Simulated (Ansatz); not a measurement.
**Abstraction of Br: GeH2Br2 + CH2F → GeH2Br + CH2BrF**

Gas-phase species: GeH2Br2 `[Br][GeH2][Br]`, singlet; CH2F `[CH2]F`, doublet; GeH2Br `[GeH2][Br]`, doublet; CH2BrF `FCBr`, singlet. A radical takes Br: the energy is the difference in strength between the Ge–Br bond broken and the C–Br bond made.

Shapes, held fixed at every level: PBE0-D4/def2-TZVP. Programs: Ansatz 0.2.0. The zero-point and thermal change to 298 K, harmonic and unscaled (PBE0-D4/def2-TZVP), is +5.3 kJ/mol.

Estimate ΔH(298 K) of this reaction.

The highest level, CCSD(T)/def2-TZVPP, gives ΔH(298 K) = +55.0 kJ/mol; the levels span +39.7 to +60.5. The column of differences is taken from that level and isn't an error. No measured value is set beside it here. Open shells run unrestricted. Relativity is left out for Br, Ge. Outer-core shells of Br, Ge are correlated, in sets that cover them unevenly.

```json
{"level": "MP2/def2-SVP", "kind": "perturbation theory", "ΔH(298 K) (kJ/mol)": "+58.9", "less CCSD(T)/def2-TZVPP": "+3.9"}
{"level": "PBE-D4/def2-TZVPP", "kind": "GGA", "ΔH(298 K) (kJ/mol)": "+39.7", "less CCSD(T)/def2-TZVPP": "-15.3"}
{"level": "r2SCAN-D4/def2-TZVPP", "kind": "meta-GGA", "ΔH(298 K) (kJ/mol)": "+56.5", "less CCSD(T)/def2-TZVPP": "+1.5"}
{"level": "B3LYP-D4/def2-TZVPP", "kind": "global hybrid", "ΔH(298 K) (kJ/mol)": "+50.5", "less CCSD(T)/def2-TZVPP": "-4.5"}
{"level": "PBE0-D4/def2-TZVPP", "kind": "global hybrid", "ΔH(298 K) (kJ/mol)": "+51.6", "less CCSD(T)/def2-TZVPP": "-3.4"}
{"level": "wB97X-V/def2-TZVPP", "kind": "range-separated hybrid", "ΔH(298 K) (kJ/mol)": "+55.6", "less CCSD(T)/def2-TZVPP": "+0.6"}
{"level": "CCSD/def2-SVP", "kind": "coupled cluster or CI", "ΔH(298 K) (kJ/mol)": "+60.5", "less CCSD(T)/def2-TZVPP": "+5.5"}
{"level": "CCSD(T)/def2-TZVPP", "kind": "coupled cluster or CI", "ΔH(298 K) (kJ/mol)": "+55.0", "less CCSD(T)/def2-TZVPP": "0.0"}
```

Bromine transfer from germanium to carbon is endothermic at every level, so the Ge–Br bond broken is stronger than the C–Br bond made. The main reason is probably bond polarity: germanium is more electropositive than carbon, which gives its bond to bromine a larger ionic contribution, and its larger size also eases repulsion between bromine and the other substituents. Fluorine lone-pair donation stabilises the CH2F radical and may add to the reaction enthalpy, though bromofluoromethane has some anomeric stabilisation of its own to set against this.

The sign is secure, but the magnitude is less so. PBE-D4 stands apart at +39.7 kJ/mol, while r2SCAN-D4 lies close to CCSD(T) without any exact exchange, so the low PBE value isn't a general failing of semilocal functionals. Enthalpy favours the reverse reaction, in line with the known ability of germyl radicals to take bromine from alkyl bromides. How fast either direction runs depends on a barrier that these reaction enthalpies don't give.
